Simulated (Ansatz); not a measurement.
**A van 't Hoff estimate for B2N2H8 ⇌ B2NH5 + NH3**

Species: B2N2H8 `[BH2-]1[NH2+][BH2-][NH2+]1`, singlet; B2NH5 `BNB`, singlet; NH3 (ammonia) `N`, singlet. This is a balance of energies; it says nothing on the path, which may need atoms to shift.

The electronic reaction energy at CCSD(T)/CBS estimate is +121.4 kJ/mol. Shapes: PBE0-D4/def2-TZVP. Programs: Ansatz 0.2.0. Enthalpy and entropy come from rigid-rotor, harmonic-oscillator sums on unscaled PBE0-D4/def2-TZVP wavenumbers, ideal gases at 1 bar. Symmetry numbers: B2N2H8 4, B2NH5 2, NH3 3. R = 8.3145 J/(mol K).

| T (K) | ΔH (kJ/mol) | ΔS (J/(mol K)) |
| --- | --- | --- |
| 400 | +106.5 | +176.9 |
| 600 | +106.5 | +177.1 |
| 800 | ? | ? |

**Question.** Work out ln K at 400 and 600 K, and from these estimate it at 800 K.

**Answer.** 
1. 400 K: ΔG = +106.5 − 400 × (+176.9)/1000 = +35.7 kJ/mol; ln K = −ΔG/RT = -10.73.
2. 600 K: ΔG = +106.5 − 600 × (+177.1)/1000 = +0.2 kJ/mol; ln K = −ΔG/RT = -0.04.
3. Slope against 1000/T: (-0.04 − (-10.73))/(1.6667 − 2.5000) = -12.83, that is −ΔH/R with ΔH near +107 kJ/mol.
4. 800 K: ln K = -10.73 + (-12.83) × (1.2500 − 2.5000) = +5.31.

The full sums give ΔH = +104.9 kJ/mol, ΔS = +174.8 J/(mol K), ΔG = -34.9 kJ/mol and ln K = +5.25 at 800 K, so the line is off by +0.06 in ln K; without rounding the miss is +0.04, from the change of ΔH with temperature. The products are favoured at 1 bar above about 600 K, give or take 55 K for 10 kJ/mol in the energy. The number of molecules rises, which sets the sign of ΔS, and lower pressure favours the products. An error of 10 kJ/mol in the energy moves ln K by 1.5 at 800 K. Soft modes are treated as harmonic, which can err either way at these temperatures; the lowest are those of B2N2H8 (78 cm⁻¹), B2NH5 (258 cm⁻¹). The CBS estimate extrapolates MP2 from def2-TZVPP and def2-QZVPP and adds CCSD(T) − MP2 in the triple-zeta set, cores frozen.

Ammonia loss is strongly endothermic and becomes favourable only through entropy. The counts of B–H and N–H bonds are unchanged, with one hydrogen moving from nitrogen to nitrogen, so the cost lies mainly in the B–N framework. Four σ bonds between four-coordinate atoms give way to two in the open B–N–B product. Donation of the nitrogen lone pair into the empty boron p orbitals strengthens those that remain, but both borons compete for the same pair. This π bonding and the release of ring strain probably recover only part of the lost σ bonding.

The enthalpy at 400 K, +106.5 kJ/mol, lies below the electronic value of +121.4 kJ/mol largely because vibrations of the bound ring become translations and rotations of separate fragments, which lowers the zero-point energy. The crossover near 600 K applies to this equilibrium alone and is not a decomposition temperature for the ring, since splitting into monomeric aminoborane or loss of hydrogen towards borazine could compete.
